Question: Can I work out two ring carbons from the rest of the spectrum?

I have computed NMR shifts for a five-membered silicon ring, a silole, with a bromine on the silicon and an aldehyde group on one ring carbon. The aldehyde carbon is C2. The ring runs C3=C4–C5=C6 and closes through Si7, and C3 carries the aldehyde. Each hydrogen has the number of the atom that holds it.

NMR shifts of the bromosilole aldehyde C5H5BrOSi relative to TMS, from PySCF 2.14.0 and tblite 0.8.0: unscaled GIAO mPW1PW91/pcSseg-1 values in acetonitrile on GFN2-xTB geometries. The average over both conformers uses Boltzmann weights at 298.15 K from B3LYP-D3(BJ)/def2-SVP energies in acetonitrile with GFN2-xTB free-energy terms.

```
atom  nucleus  shift in conformer 1 (ppm)  shift in conformer 2 (ppm)  averaged shift (ppm)
   2      13C                      198.90                      195.00                198.80
   3      13C                           ?                           ?                     ?
   4      13C                      173.00                      166.90                172.90
   5      13C                           ?                           ?                     ?
   6      13C                      152.40                      151.40                152.40
   7     29Si                       -3.60                       -2.70                 -3.50
   2       1H                        9.95                        9.93                  9.95
   4       1H                        8.05                        8.40                  8.06
   5       1H                        7.63                        7.73                  7.64
   6       1H                        7.11                        6.98                  7.11
   7       1H                        5.78                        5.83                  5.78
```

The silicon shift plays no part in what follows: the calculation leaves out the spin-orbit effect of the attached bromine, and the value can be off by tens of ppm. I have covered the carbon shifts of C3 and C5. C4 and C6 are both ring CH carbons, yet they differ by about 20 ppm. Does that difference tell me where C3 and C5 must lie, and would turning the aldehyde group round move them?

Answer:

Start from the limit in which the aldehyde group is replaced by hydrogen. The ring then has a mirror plane through silicon, so C3 and C6 become equivalent, and so do C4 and C5. Whatever separates the partners in the real molecule is the work of the aldehyde. The useful comparisons are therefore C3 with C6 and C5 with C4, and not C4 with C6, which differ even in the bare ring because only C6 is bonded to silicon.

The aldehyde acts in two ways. Its carbonyl group draws π electrons out of the diene, and the resonance forms place the positive charge on every second carbon, here C4 and C6. Those carbons lose shielding and their shifts rise, while C5, between them, is hardly touched. C3 is also passed over by the resonance, but it holds the group directly, and replacing a hydrogen by a carbon substituent normally raises the shift of the carbon that bears it.

Rough recalled increments from open-chain dienals and ring enals put numbers on this: +17 ppm for C3, +18 for C4, −3 for C5 and +12 for C6. For C3, first take the aldehyde's effect off C6, which gives the bare position next to silicon, and then add the effect of direct attachment:

C3 ≈ 152.4 − 12 + 17 = 157.4 ppm

C5 follows in the same way from its partner:

C5 ≈ 172.9 − 18 − 3 = 151.9 ppm

Nothing here is fitted. Unscaled shifts of this kind often run several ppm high for such carbons, but much of that offset cancels between partners. I allow 8 ppm either way, since each increment is uncertain by about 5 ppm and effects on one ring need not add exactly. The forecasts are 149 to 165 ppm for C3 and 144 to 160 ppm for C5, both below C4. Their mutual order is left open, because the gap between them is smaller than the error.

It is worth keeping a simpler picture in view, in which only resonance counts and neither C3 nor C5 feels the aldehyde. C3 would then sit near 140 ppm and C5 near 155 ppm. The two pictures nearly agree on C5, so C3 is the carbon that can tell them apart.

Now turn the aldehyde round. In conformer 1 its oxygen lies on the silicon side, in conformer 2 on the side of C4. On that turn C4 falls by about 6 ppm while its hydrogen rises by 0.35 ppm. A tempting explanation is that the nearby oxygen pushes the electrons of the C–H bond from hydrogen towards carbon. If so, the effect should be mostly local, and I forecast a change of less than 4 ppm for C3 and less than 3 ppm for C5, in either direction.

The withheld rows as computed:

```
atom  nucleus  shift in conformer 1 (ppm)  shift in conformer 2 (ppm)  averaged shift (ppm)
   3      13C                      149.90                      144.10                149.80
   5      13C                      156.20                      156.90                156.20
```

Both averaged shifts fall inside their ranges, but C3 only just. It comes out at 149.8 ppm, 7.6 ppm below the central forecast, whereas C5 at 156.2 ppm is 4.3 ppm above its own. Both lie below C4, as forecast. The printed output below lists the differences for both pictures.

C3 does not settle the contest between the two pictures. It lies 9.4 ppm above the resonance-only value, so it misses that picture by only slightly more than it misses mine. For C5 the resonance-only value is the better one, off by 1.3 ppm. If the recalled increment for C6 holds, the aldehyde raises C3 by 9.4 ppm, which is less than the 17 ppm I assumed.

The partners show the pattern more clearly than the forecasts do. C4 exceeds C5 by 16.7 ppm, while C6 exceeds C3 by only 2.6 ppm. In both pairs the carbon that resonance makes electron-poor has the higher shift. My forecast had the order of the second pair wrong, since it put C3 above C6 by 5 ppm. The second gap is small because, on this account, C3 gains from direct attachment much of what C6 gains through the diene.

The forecast for the turned aldehyde fails at C3. That carbon falls by 5.8 ppm, almost as much as C4, while C5 changes by only 0.7 ppm and stays within its limit. C3 carries no hydrogen, so a shift of electrons within a C–H bond of its own cannot explain its fall. C4 falls by nearly the same amount and may do so for the same reason, so its fall is at best weak evidence for that mechanism. What lowers the two carbons cannot be read from these shifts alone. The rise of the hydrogen on C4 still fits the known deshielding of a hydrogen close to a carbonyl oxygen.

This failure hardly touches the averaged shifts. Conformer 1 makes up 97.8 % of the mixture, so even a change of 6 ppm in the other form moves the average by little more than 0.1 ppm. The misses in the averages must therefore come from the increments, from adding them, or from errors of the unscaled shifts that do not cancel between partners, and not from the mixing of conformers.

If the increments are to blame, it remains open which one is at fault for C3. The aldehyde may raise a carbon bonded to silicon by less than the recalled 17 ppm, or it may raise C6 by more than 12 ppm; the difference between C3 and C6 is the same in either case. The same calculation on the ring without its aldehyde group would decide it, because it would give the bare position of both carbons directly.

Numerical output:

```
C4 less C6, averaged shift (ppm): 20.5
free-energy gap implied by the weights (kJ/mol): 9.406
error bar of each forecast, plus or minus (ppm): 8
C3 forecast, averaged shift (ppm): 157.4
C5 forecast, averaged shift (ppm): 151.9
C3 by the resonance-only rival (ppm): 140.4
C5 by the resonance-only rival (ppm): 154.9
C3 computed, averaged shift (ppm): 149.8
C5 computed, averaged shift (ppm): 156.2
C3 computed less forecast (ppm): -7.6
C5 computed less forecast (ppm): 4.3
C3 computed less rival (ppm): 9.4
C5 computed less rival (ppm): 1.3
C3 less C6, computed averaged shift (ppm): -2.6
C4 less C5, computed averaged shift (ppm): 16.7
C3 less C5, computed averaged shift (ppm): -6.4
Change from conformer 1 to conformer 2:
  row  change_ppm
    2        -3.9
    3        -5.8
    4        -6.1
    5         0.7
    6          -1
    7         0.9
    2       -0.02
    4        0.35
    5         0.1
    6       -0.13
    7        0.05
```
